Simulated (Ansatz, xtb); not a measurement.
Ligand exchange: BH2(OH) + HOCN → BH(OH)2 + HCN

Gas-phase species: BH2(OH), singlet; HOCN `N#CO`, singlet; BH(OH)2, singlet; HCN (hydrogen cyanide) `C#N`, singlet. The partners trade H for OH: B–H and C–OH bonds give way to B–OH and C–H.

Shapes, held fixed at every level: PBE0-D4/def2-TZVP. Flexible molecules stand in one conformer, not always the lowest. Programs: Ansatz 0.2.0, xtb 6.7.1. The zero-point and thermal change to 298 K, harmonic and unscaled (PBE0-D4/def2-TZVP), is +4.6 kJ/mol.

| level | kind | ΔH(298 K) (kJ/mol) | less CCSD(T)/CBS estimate |
| --- | --- | --- | --- |
| GFN0-xTB | semi-empirical | +2.4 | +225.3 |
| HF/def2-SVP | Hartree–Fock | -213.8 | +9.1 |
| HF/def2-TZVPP | Hartree–Fock | -216.5 | +6.4 |
| r2SCAN-D4/def2-TZVPP | meta-GGA | -208.7 | +14.2 |
| B3LYP-D4/def2-TZVPP | global hybrid | -208.4 | +14.5 |
| PBE0-D4/def2-TZVPP | global hybrid | -202.5 | +20.4 |
| r2SCAN0-D4/def2-TZVPP | global hybrid | -211.3 | +11.6 |
| wB97M-V/def2-TZVPP | range-separated hybrid | -215.1 | +7.8 |
| CCSD(T)/CBS estimate | coupled cluster or CI | -222.9 | 0.0 |

The highest level, CCSD(T)/CBS estimate, gives ΔH(298 K) = -222.9 kJ/mol; the levels span -222.9 to +2.4. They disagree on the sign: 1 of 9 are positive. GFN0-xTB strays far from the other rows. The column of differences is taken from that level and isn't an error. No measured value is set beside it here. The CBS estimate extrapolates MP2 from def2-TZVPP and def2-QZVPP and adds CCSD(T) − MP2 in the triple-zeta set, cores frozen. CCSD(T)/CBS estimate lies outside the range of the other correlated levels here, so it shouldn't be taken on trust.

Transfer of OH from carbon to boron is strongly exothermic: the Hartree–Fock and density-functional values lie between -202.5 and -216.5 kJ/mol, and coupled cluster points the same way. The driving force is the strength of the B–O bond. Oxygen binds the electropositive boron through a very polar σ bond and donates lone-pair density into its formally empty p orbital. Cyanic acid also gains from conjugation between oxygen and the C≡N group, but losing this costs far less than the new B–O bond returns, even though two hydroxyl groups must now share one acceptor orbital on boron.

That Hartree–Fock already comes close suggests that much of the correlation energy cancels between closed-shell molecules with equal numbers of electron pairs. The nearly thermoneutral GFN0-xTB result contradicts boron's known oxophilicity, probably because its non-self-consistent treatment describes the charge shift towards oxygen poorly. The reaction enthalpy supports a strong thermodynamic preference, but says nothing about the barrier to exchange.
